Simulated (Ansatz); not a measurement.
## A series in volume scale on Gd

All results are calculated (Ansatz 0.2.0). Free energy against uniform scaling of the volume at fixed shape and fractions; periodic cell, basis, potentials, k mesh and filling as listed.

The cell before it is scaled or strained (space group Fm-3m, No. 225):
```
cell vectors (Å)
   0.0000     2.5858     2.5858
   2.5858     0.0000     2.5858
   2.5858     2.5858     0.0000
atoms (fractions of the cell vectors)
Gd  0.00000  0.00000  0.00000
```

Settings of every row: functional PBEsol; dispersion none; potentials PAW; wave cutoff 500 eV; density cutoff 2000 eV; k mesh 10x10x10; k shift 0x0x0; occupations fermi dirac; smearing width 0.1 eV; spin collinear.

Limits: coarse k mesh, up to 40 meV an atom off; state may not be the lowest; the cell comes from a prototype or a list of computed structures and needn't be the stable phase; with one magnetic atom in the cell only parallel moments are possible.

```csv
row,volume scale,V (Å³/atom),energy above lowest point (meV/atom),pressure (GPa)
1,0.88,30.43,0,0.34
2,0.92,31.813,3.3,-1.05
3,0.96,33.196,17.4,-2.17
4,1,34.579,40.1,-3.06
5,1.04,35.962,69.6,-3.76
6,1.08,37.346,?,?
7,1.12,38.729,144.3,-4.81
```

Question: what energy above lowest point and pressure should row 6 give?

Worked fit of energy above lowest point. Take u = (V_r/V)^(2/3) − 1 with V_r = 33.888 Å³ an atom, which is twice the finite (Eulerian) strain; such expansions in the strain, on which the Birch-Murnaghan equation of state is built, carry the rest volume and the bulk modulus. The shown rows have u = 0.07439, 0.04302, 0.01385, -0.01337, -0.03883, -0.08517. Least squares give energy above lowest point = 27.77 − 836.9 × u + 6235 × u² meV/atom; a straight line predicts inner rows, each left out in turn, worse (root mean square 15 against 0.058 meV/atom). The rows lie off it by 0.0, 0.0, 0.0, 0.0, -0.1, 0.0. The withheld row has u = -0.06272, so the fit gives 27.77 − 836.9 × (-0.06272) + 6235 × (-0.06272)² = 104.8 meV/atom.

The calculation gave 104.7 meV/atom. The fit lies 0.1 meV/atom (0.069 % of the column's range) above it, one unit of the last digit.

Worked fit of pressure. Take u = (V_r/V)^(2/3) − 1 with V_r = 33.888 Å³ an atom, which is twice the finite (Eulerian) strain; such expansions in the strain, on which the Birch-Murnaghan equation of state is built, carry the rest volume and the bulk modulus. The shown rows have u = 0.07439, 0.04302, 0.01385, -0.01337, -0.03883, -0.08517. Least squares give pressure = −2.635 + 32.53 × u + 92.1 × u² + 115 × u³ GPa; a parabola predicts inner rows, each left out in turn, worse (root mean square 0.021 against 0.013 GPa). The rows lie off it by 0.00, 0.01, 0.00, -0.01, 0.01, 0.00. The withheld row has u = -0.06272, so the fit gives −2.635 + 32.53 × (-0.06272) + 92.1 × (-0.06272)² + 115 × (-0.06272)³ = -4.34 GPa.

The calculation gave -4.34 GPa. The fit meets it to the printed digit.
